## Yb³⁺: core levels as a probe of where the outer charge sits

Thirteen electrons lie outside [Xe] in each row, and $q = 13 - n_{4f}$ of them have been moved from 4f to 5d, 6s or 6p. These are imposed spherical configurations in scalar-relativistic PBE, none of them the ground state 4f¹³, and half-integer occupations are not physical states. The question is whether the position of the moved charge fixes the 4s and 4d eigenvalues $\varepsilon$, their separation $\Delta = \varepsilon(4d) - \varepsilon(4s)$, and the radius $R$ at density 0.001 for two withheld rows.

Spherical all-electron Kohn-Sham calculations for the Yb³⁺ ion (Z = 70) with Quantum ESPRESSO 7.5 (ld1.x), using the PBE functional. All runs are scalar-relativistic and spin-unpolarised, with a point nucleus. Eigenvalues are negative for bound levels.

| configuration | eigenvalue (4s) (eV) | eigenvalue (4d) (eV) | mean radius (4s) (bohr) | mean radius (4d) (bohr) | ε(4d) − ε(4s) (eV) | radius at density 0.001 (bohr) |
| --- | --- | --- | --- | --- | --- | --- |
| [Xe] 4f12 5d1 | -503.42 | -220.44 | 0.48696 | 0.55640 | 282.9837 | 3.3189 |
| [Xe] 4f12.5 5d0.5 | -498.75 | -216.04 | 0.48727 | 0.55759 | 282.7168 | 3.2151 |
| [Xe] 4f12.5 6p0.5 | -500.99 | -218.29 | 0.48728 | 0.55764 | 282.7023 | 3.7691 |
| [Xe] 4f10.5 6p2.5 | -530.80 | -246.88 | 0.48582 | 0.55228 | 283.9227 | 4.5578 |
| [Xe] 4f10.5 5d2 6p0.5 | ? | ? | ? | ? | ? | ? |
| [Xe] 4f10.5 5d1 6s1 6p0.5 | ? | ? | ? | ? | ? | ? |
| [Xe] 4f10.5 5d1 6p1.5 | -525.81 | -241.88 | 0.48581 | 0.55229 | 283.9315 | 4.3782 |
| [Xe] 4f12 6p1 | -508.03 | -225.07 | 0.48698 | 0.55648 | 282.9595 | 4.2344 |
| [Xe] 4f10 5d1 6p2 | -533.78 | -249.47 | 0.48535 | 0.55071 | 284.3061 | 4.4624 |

### Picture

A charged shell gives a constant potential inside itself. The 5d and 6p shells (mean radii 1.7–2.0 and 3.0–3.4 bohr in these runs) lie mostly outside 4s and 4d, so trading 6p for the closer 5d should lift both levels alike. The three pairs of equal 4f count show it: 4s rises by 4.48, 4.61 and 4.99 eV per electron at $q = 0.5$, 1 and 2.5, while $\Delta$ grows by under 0.03 eV. Differences that small in $\Delta$ get no cause here.

With frozen orbitals the lift at the nucleus would be the difference in $\langle 1/r\rangle$, which for 4f¹⁰·⁵5d¹6p¹·⁵ is $(0.7299 - 0.4043)\times 27.21 = 8.86$ eV. An orbital of finite size feels less (the $F^0$ integrals of 5d and 6p with 4f differ by 7.51 eV), but the computed lift is only 0.56 of 8.86 eV and the 1s level also rises by only 4.99 eV, so size is not the main reason. The other shells give way: 5p swells from 1.288 to 1.301 bohr and 6p from 3.04 to 3.15. Occupation times the change in $\langle 1/r\rangle$ removes 1.71 eV (5p), 0.97 (6p), 0.87 (4f) and 0.34 (5s), which leaves about 5.0 eV at the nucleus, so relaxation accounts for the shortfall.

The 4f shell (0.65–0.72 bohr) overlaps the $n = 4$ core, so the potential it leaves behind slopes across these orbitals and the more compact 4s drops further. From 4f¹²·⁵5d⁰·⁵ to 4f¹⁰5d¹6p², 4s falls by 35.03 eV and 4d by 33.43 eV; the widening of $\Delta$ is 4.5% of the 4s shift, and it is what remains after the other shells and the remaining 4f electrons have contracted. In the same runs 4p falls by 34.4, 4f by 30.9 and 5s by 20.4 eV, in order of radius. The order breaks deep inside, where 3s falls by 37.2 eV but 1s by only 32.3, plausibly because the contracting $n = 4$ and $n = 5$ shells (5p from 1.376 to 1.282 bohr) return charge inwards. The widening per promoted electron climbs from 0.52 to 0.76 eV as 4f itself contracts, a link that is argued only.

In the rows with 6p, $R$ is set mainly by that most diffuse shell. A tail $n_{6p}e^{-2\kappa r}$, with $\kappa = \sqrt{2|\varepsilon_{6p}|}$ in atomic units, crosses a fixed density at $R = a + b\ln n_{6p}$ with $b \approx 1/2\kappa = 0.39$ bohr. Least squares on the five known rows with 6p gives $a = 4.154$ and $b = 0.479$ bohr, worst residual 0.081 bohr. The fitted $b$ is an effective slope: $R$ lies only about one bohr beyond the 6p mean radius, where the density falls more slowly than the pure exponential, and 6p itself shrinks as $q$ rises along these rows. The law is undefined for the two rows without 6p, which were left out.

### Forecasts

Levels, $\Delta$ and mean radii were each fitted by least squares on the seven known rows to
$$y = c_0 + c_1 q + c_2 q^2 + x\,(d_0 + d_1 q), \qquad x = n_{5d} + \lambda\, n_{6s}.$$
Five constants for seven rows make this an interpolation, good to 0.014 eV in the levels against a rounding of 0.005 eV.

No known row holds 6s, so $\lambda$, its place between 6p (0) and 5d (1), is a guess. Scaling $\langle 1/r\rangle$ of 6p by the 5s/5p ratio of the same run gives $0.404 \times 1.174/1.008 = 0.471$ bohr⁻¹, hence $\lambda = (0.471 - 0.404)/(0.730 - 0.404) \approx 0.2$, with ±0.15 allowed. Starting from 4f¹⁰·⁵5d¹6p¹·⁵, a row of the fit, $\varepsilon(4s) = -525.81 + 0.2 \times 4.99 \approx -524.8$ eV. For the tail, a shell shrunk by $s = r_{5s}/r_{5p} = 0.873$ where the density falls locally as $r^{-R/b}$ has relative weight $w = s^{R/b-3} \approx 0.45$, also a guess (±0.25). Then $R = 4.154 + 0.479\ln(0.5 + 0.45) = 4.13$ bohr.

For 5d²6p⁰·⁵ the forecast is 4s at −520.8 ± 0.55 eV and 4d at −236.9 ± 0.55 eV, more likely missing on the deep side because 5d should swell when doubly occupied. $\Delta$ is 283.94 ± 0.03 eV and $R$ is 3.82 ± 0.16 bohr. The bars come from the spread of the three swap rates and from twice the worst tail residual.

For 5d¹6s¹6p⁰·⁵ the levels should lie between 5d¹6p¹·⁵ and 5d²6p⁰·⁵, nearer the former: −524.8 ± 0.8 and −240.9 ± 0.8 eV, the bar set by $\lambda$. $\Delta$ is 283.93 ± 0.06 eV, perhaps narrowed by 6s penetration (a guess). $R$ is 4.13 ± 0.2 bohr, above the other withheld row and below 4.38. Both rows should keep mean radii near 0.4858 (4s) and 0.5523 ± 0.0002 bohr (4d).

The withheld rows as computed:

| configuration | eigenvalue (4s) (eV) | eigenvalue (4d) (eV) | mean radius (4s) (bohr) | mean radius (4d) (bohr) | ε(4d) − ε(4s) (eV) | radius at density 0.001 (bohr) |
| --- | --- | --- | --- | --- | --- | --- |
| [Xe] 4f10.5 5d2 6p0.5 | -520.90 | -236.96 | 0.48581 | 0.55228 | 283.9415 | 3.8804 |
| [Xe] 4f10.5 5d1 6s1 6p0.5 | -524.51 | -240.59 | 0.48581 | 0.55230 | 283.9286 | 4.1307 |

### Comparison

Each value lies within 0.4 of its bar, so the bars were wide; misses below are relative to the unrounded forecasts.

In 5d²6p⁰·⁵ the levels are 0.10 and 0.11 eV deeper than forecast. The second swap lifts 4s by 4.91 eV, 0.984 of the first. The 5d shell does swell, from 1.761 to 1.815 bohr. At the nucleus the 5d and 6p terms give 0.43 eV less than in the first swap, and the other shells repay most of it by giving way less (5p removes 1.58 eV instead of 1.71, 4f 0.73 instead of 0.87). $\Delta$ misses by +0.004 eV. $R$ is 0.059 bohr too large for the law, which knows only 6p; at 3.880 bohr it exceeds the 3.769 of 4f¹²·⁵6p⁰·⁵, although its 6p is tighter (3.257 against 3.419 bohr), which points to density added by the two 5d electrons.

In the 6s row the levels are 0.26 and 0.25 eV shallower than forecast. Replacing 6p by 6s lifts 4s by 1.30 eV, so this row implies $\lambda = 0.26$. Two things add. The 6s shell is tighter than the 5s/5p scaling says: its computed $\langle 1/r\rangle$ exceeds the guessed 0.471 bohr⁻¹, which alone gives $\lambda = 0.23$. Relaxation also cancels less of this outer swap: 1.30 eV is 0.63 of the bare 2.05 eV, against 0.56 for 5d. $\Delta$ misses by −0.003 eV and is narrower than in 5d¹6p¹·⁵ by the same amount, too little to credit to penetration. The 0.002 bohr miss in $R$ is luck for a law with 0.08 bohr residuals. The mean radii miss by at most 0.00003 bohr.

The four 4f¹⁰·⁵ rows now span about 10 eV in 4s and 0.68 bohr in $R$ (4.558 − 3.880), yet only 0.02 eV in $\Delta$, so neither ion size nor destination shell governs the separation. Without spin polarisation and spin-orbit coupling, the exchange splitting by the open 4f shell and the 4d doublet are absent, and these eigenvalues are not core binding energies.
